**Q:** I have a set of Wannier functions for bulk SnSe₂. Each Sn atom sits on an inversion centre and has six Se neighbours at equal distance. Rows 1 to 9 belong to Sn and the other eight to the two Se atoms. Which of them break the symmetry of the crystal?

Wannier functions of bulk SnSe₂ (P-3m1, geometry as given) from GPAW 26.7.0 and Wannier90 3.1.0, using AM05 and PAW data sets without spin polarisation or spin–orbit coupling. The plane-wave cutoff is 600 eV and the Fermi–Dirac width 0.05 eV; the k mesh is 8×8×5 for the DFT calculation and 5×5×5 for the Wannier functions.

| row | function a (fractional) | function b (fractional) | function c (fractional) | function spread (angstrom^2) |
| --- | --- | --- | --- | --- |
| 1 | -0.034 | 0.067 | -0.101 | 2.005 |
| 2 | -0.124 | -0.215 | 0.007 | 2.160 |
| 3 | -0.051 | 0.083 | 0.090 | 2.033 |
| 4 | 0.208 | 0.051 | 0.008 | 2.148 |
| 5 | -0.003 | -0.018 | -0.001 | 0.296 |
| 6 | -0.010 | -0.019 | -0.002 | 0.293 |
| 7 | -0.012 | 0.013 | 0.004 | 0.445 |
| 8 | 0.020 | 0.000 | -0.003 | 0.348 |
| 9 | 0.008 | 0.035 | -0.001 | 0.529 |
| 10 | 0.666 | 0.333 | 0.833 | 1.475 |
| 11 | 0.580 | 0.160 | 0.715 | 1.371 |
| 12 | 0.580 | 0.420 | 0.715 | 1.371 |
| 13 | 0.840 | 0.420 | 0.715 | 1.371 |
| 14 | 0.333 | 0.667 | 0.167 | 1.463 |
| 15 | 0.420 | 0.840 | 0.285 | 1.374 |
| 16 | 0.160 | 0.580 | 0.285 | 1.374 |
| 17 | 0.420 | 0.580 | 0.285 | 1.373 |

**A:** First settle what symmetry asks for. The columns function a, b and c give the centre of each function in fractions of the cell edges, with Sn at the origin. Inversion turns a centre $(a,b,c)$ into $(-a,-b,-c)$, up to whole cells. A function should therefore sit on Sn or have a partner on the opposite side.

The Se functions pass this test. Row 11, for example, is carried into row 15, and every other Se centre has its partner to within 0.001. Rows 1 to 4 fail clearly: they lie about 0.71 Å from Sn, and none has a partner. Rows 5 to 9 fail weakly, with offsets of roughly 0.06 to 0.12 Å.

**Q:** An offset of 0.71 Å is about a quarter of the Sn–Se distance. Does Sn want to leave its site, or does it carry a lone pair?

**A:** Neither follows from these centres. The crystal has 13 occupied bands, and the set holds 17 functions. Five Sn 4d functions and eight Se s and p functions already account for the occupied bands. The four others are the Sn 5s and 5p functions, which are formally empty in Sn(IV). Rows 1 to 4 thus bring conduction states into the set. Covalent mixing with Se gives them a share in the occupied bands as well: their mean energies even lie below the top of the valence band.

Their directions show what they are. The angles between the four offsets run from 107 to 112 degrees, close to those of a regular tetrahedron. These are sp³ hybrids, placed on an atom whose neighbours form an octahedron. A tetrahedron has no inversion centre, so one set of four such hybrids on Sn must break the symmetry.

**Q:** But s and p functions would respect it. Why does the procedure prefer hybrids?

**A:** Because it minimises the total spread, and the spread rewards an offset. For function $i$, with its centre at $\mathbf r_i$ measured from the nucleus, the function spread is

$$\Omega_i=\langle r^2\rangle_i-|\mathbf r_i|^2 .$$

If functions on one atom are mixed among themselves, the sum of their $\langle r^2\rangle_i$ stays the same. The total can then fall only if the centres move away from the nucleus.

A pure s or p function has an even density, so its centre lies on the nucleus. In the hybrid $h=\tfrac12 s+\tfrac{\sqrt3}{2}p$ the product of s and p is odd, and it shifts the centre by $\tfrac{\sqrt3}{2}\langle s|x|p\rangle$ along the axis of the p function. Four hybrids with offsets of 0.71 Å lower the total spread by $4\times0.71^2\approx2.0$ Å². This argument is exact for an isolated atom and approximate here, where the functions have tails on their neighbours.

A neon atom is the simpler example. Its filled 2s and 2p shell can be written as four sp³ hybrids, each off the nucleus, while the electron density stays spherical. The comparison covers only the freedom to choose functions. In neon all four hybrids are filled, whereas those on Sn are formally empty and only partly filled through covalent mixing.

**Q:** If the choice is harmless, something must still obey the inversion. What should I look at?

**A:** Look at the sum of the centres. Mixing functions leaves the sum over the complete set unchanged, apart from whole cells. If the functions on Sn together span a space that respects inversion, their offsets must also cancel among themselves.

Take function b. It adds up to −0.014 over rows 1 to 4 and to 0.011 over rows 5 to 9, but to only −0.003 over all nine. Rounding alone could produce up to 0.0045 in a sum of nine entries. The other two coordinates cancel within the same bound, so, as far as the centres can show, the group on Sn obeys the symmetry that its members break.

**Q:** Then why does neither group cancel by itself? I took rows 5 to 9 for the 4d shell.

**A:** They are mainly 4d, but the minimisation has let the two groups exchange some character. A pure d function has an even density and would be centred on Sn. Row 9 lies 0.12 Å away, so it must contain something of odd parity, for which Sn 5p is the natural source. It is also the broadest of the five.

The amount can be estimated from the energies of the functions, that is, their diagonal elements in the Wannier Hamiltonian. These are −15.18 eV for row 5, −13.37 eV for row 9 and on average 3.19 eV for rows 1 to 4. Let row 5 stand for pure d, and let $w$ be the share of s and p character in row 9. If the energy is the weighted mean of the two kinds,

$$w=\frac{-13.37+15.18}{3.19+15.18}\approx0.10 .$$

The same share predicts how broad the function should be. The mean square distance from Sn is 0.30 Å² for row 5 and about 2.6 Å² for the hybrids. Cross terms between d and s or p drop out of this quantity because their angular forms differ. Row 9 should then have

$$\langle r^2\rangle\approx0.30+0.10\,(2.6-0.30)=0.53\ \text{Å}^2 ,$$

and the calculation gives 0.54 Å².

**Q:** Is that agreement more than luck?

**A:** Nothing was fitted, and rows 7 and 8 also come out within about 0.015 Å² of their computed values, as the output after this text shows. For the mainly 4d functions, one small share thus accounts for two different quantities, the raised energy and the extra width. It does not account for the differences among rows 1 to 4, whose spreads run from 2.005 to 2.160 Å² while their energies agree within about 0.05 eV; the two narrower ones, rows 1 and 3, are those that lean towards the c axis. The share itself is good only to its order of magnitude, since row 5, itself about 0.06 Å off Sn, is not pure d, the admixture is expected to be mostly 5p rather than the sp³ mixture of the hybrids, and tails on Se and coupling terms in the energy are left out.

There is a practical consequence. The five energies span 1.8 eV, and it is tempting to read this as the splitting of the d shell by the Se neighbours. Most of it can be understood as unequal mixing with the hybrids, which is a matter of how the functions were chosen. The total spread is expected to change very little when this admixture is shared out differently among the five functions, so another start or more iterations may give other values row by row.

**Q:** The Se functions keep the inversion, yet rows 10 and 14 have larger spreads than the other six. Is that another break?

**A:** It breaks the pattern of four equal hybrids, but not the symmetry. Each Se lies on a threefold axis. One of its hybrids points along that axis towards the plane of the Sn atoms, and the other three are turned into one another by the rotation. Symmetry therefore allows one value for the first and another for the three.

The spread of the two axial functions is larger by about 0.10 Å². Rows 10 and 14, which inversion would make equal, differ by 0.012 Å². That is more than rounding, so the Se functions keep the inversion closely but not perfectly. The effect you noticed is much larger than this mismatch. Still, the axial functions are not larger when measured from the nucleus: their mean square distance is even slightly smaller. Their centres lie 0.50 Å from Se instead of 0.61 Å, and so less is subtracted in the formula for the spread.

**Q:** Why is their offset smaller?

**A:** The table does not settle that, but the energies speak against the simplest idea. The axial functions lie lower, at 1.38 and 1.35 eV against about 2.27 eV for the other six, which points to more s character. For atomic hybrids with less than half s, more s would be expected to enlarge the offset, not to reduce it. My guess is that the axial function, which points into the space between three Sn atoms, is pushed back because it must stay orthogonal to the functions on Sn. A calculation with the Sn–Se distance stretched could test this.

**Q:** Are the other three hybrids on each Se at least the three Sn–Se bonds?

**A:** No, they point the other way. The offset of row 15 lies within 14 degrees of the direction straight away from one Sn neighbour, and by symmetry the same holds for the others. Two opposite tetrahedra of hybrids can be built from the same s and p functions, and here the minimisation ended in the one that faces away from the bonds. With the Sn 5s and 5p functions in the set, bonding appears as coupling between functions on Sn and on Se, not as a function centred between the atoms.

**Q:** Can I use this set in a tight-binding or transport model?

**A:** For the bands, it is a good start: the set reproduces the computed bands with a mean deviation of about 0.007 eV. A mean can hide larger errors, so compare the conduction bands in the energy range that your model needs. The computed bands have limits of their own: a semilocal functional such as AM05 usually gives too small a gap, spin-orbit coupling is left out, and the geometry is not relaxed. The individual centres should not be read as local dipoles or as positions of charge. If the model needs functions that respect the site symmetry one by one, choose s-, p- and d-like functions on Sn and accept a larger total spread. The same care applies wherever s and p functions share an inversion centre, because minimising the spread will tend to turn them into off-centre hybrids.

Output of the analysis:

```
Offset of each centre from its own nucleus and mean square distance from that nucleus:
  row  offset in Å  mean square distance in Å^2
    1       0.7065                        2.504
    2       0.7137                        2.669
    3       0.7101                        2.537
    4       0.7173                        2.662
    5      0.06395                       0.3001
    6      0.06393                       0.2971
    7       0.0861                       0.4524
    8      0.07841                       0.3541
    9       0.1212                       0.5437
   10       0.5036                        1.729
   11       0.6131                        1.747
   12       0.6131                        1.747
   13       0.6131                        1.747
   14       0.5036                        1.717
   15       0.6131                         1.75
   16       0.6131                         1.75
   17       0.6131                        1.749
Wannier functions beyond the 13 occupied bands: 4
mean offset of rows 1-4 from Sn in Å: 0.7119
smallest angle between two of the offsets of rows 1-4 in degrees: 107
largest angle between two of the offsets of rows 1-4 in degrees: 112.4
sum of function b over rows 1-4 (fractional): -0.014
sum of function b over rows 5-9 (fractional): 0.011
sum of function b over rows 1-9 (fractional): -0.003
largest possible rounding error of a sum over nine rows (fractional): 0.0045
mean spread of rows 10 and 14 less that of the other six Se functions in Å^2: 0.09667
the same difference for the mean square distance from Se in Å^2: -0.02555
spread of row 10 less that of row 14 in Å^2: 0.012
angle between the offset of row 15 and the direction straight away from its Sn neighbour in degrees: 13.71
rough share of Sn s/p character in row 9 from its on-site energy in percent: 9.862
mean square distance of row 7 estimated from its on-site energy in Å^2: 0.4399
mean square distance of row 8 estimated from its on-site energy in Å^2: 0.366
mean square distance of row 9 estimated from its on-site energy in Å^2: 0.5262
```
